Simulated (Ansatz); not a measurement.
**Ligand exchange: GeH3F + SiH3I → GeH3I + SiH3F**

Gas-phase species: GeH3F (fluorogermane) `[F][GeH3]`, singlet; SiH3I `[SiH3]I`, singlet; GeH3I `[GeH3][I]`, singlet; SiH3F `F[SiH3]`, singlet. The partners trade F for I: Ge–F and Si–I bonds give way to Ge–I and Si–F.

Shapes, held fixed at every level: PBE0-D4/def2-TZVP. Programs: Ansatz 0.2.0. The zero-point and thermal change to 298 K, harmonic and unscaled (PBE0-D4/def2-TZVP), is +1.3 kJ/mol.

| level | kind | ΔH(298 K) (kJ/mol) | less CCSD(T)/def2-TZVPP |
| --- | --- | --- | --- |
| SPW92/def2-TZVPP | LDA | -68.3 | +4.4 |
| PBE-D4/def2-TZVPP | GGA | -64.4 | +8.3 |
| r2SCAN-D4/def2-TZVPP | meta-GGA | -69.7 | +3.0 |
| B3LYP-D4/def2-TZVPP | global hybrid | -72.8 | -0.1 |
| PBE0-D4/def2-TZVPP | global hybrid | -68.5 | +4.2 |
| r2SCAN0-D4/def2-TZVPP | global hybrid | -72.7 | 0.0 |
| CCSD/def2-TZVPP | coupled cluster or CI | -74.2 | -1.5 |
| CCSD(T)/def2-TZVPP | coupled cluster or CI | -72.7 | 0.0 |

The highest level, CCSD(T)/def2-TZVPP, gives ΔH(298 K) = -72.7 kJ/mol; the levels span -74.2 to -64.4. The column of differences is taken from that level and isn't an error. No measured value is set beside it here. For atoms past krypton def2 sets carry core potentials with scalar relativity. Relativity is left out for Ge. Outer-core shells of Ge, I are correlated, in sets that cover them unevenly.

The exchange is clearly exothermic at every level, -72.7 kJ/mol with CCSD(T): fluorine prefers silicon and leaves iodine to germanium. The thermal term is only +1.3 kJ/mol, so the preference is essentially electronic. It follows from the Si–F bond gaining more over Ge–F than Si–I does over Ge–I. Germanium's filled 3d shell screens the nucleus poorly, which makes it more electronegative than its place below silicon would suggest. Its bond to fluorine is therefore less polar and has less ionic stabilisation, while the softer, more covalent bond to iodine depends much less on this difference. Fluorine lone-pair donation into σ* orbitals on silicon probably adds to the effect.

Because the number of bonds of each broad type is conserved, much of the correlation error should cancel, and even the LDA gives a similar energy. Exact exchange makes the reaction more exothermic in both the PBE/PBE0 and r2SCAN/r2SCAN0 pairs. The exchange enthalpy fixes only a balance of bond strengths, not the individual bond energies.
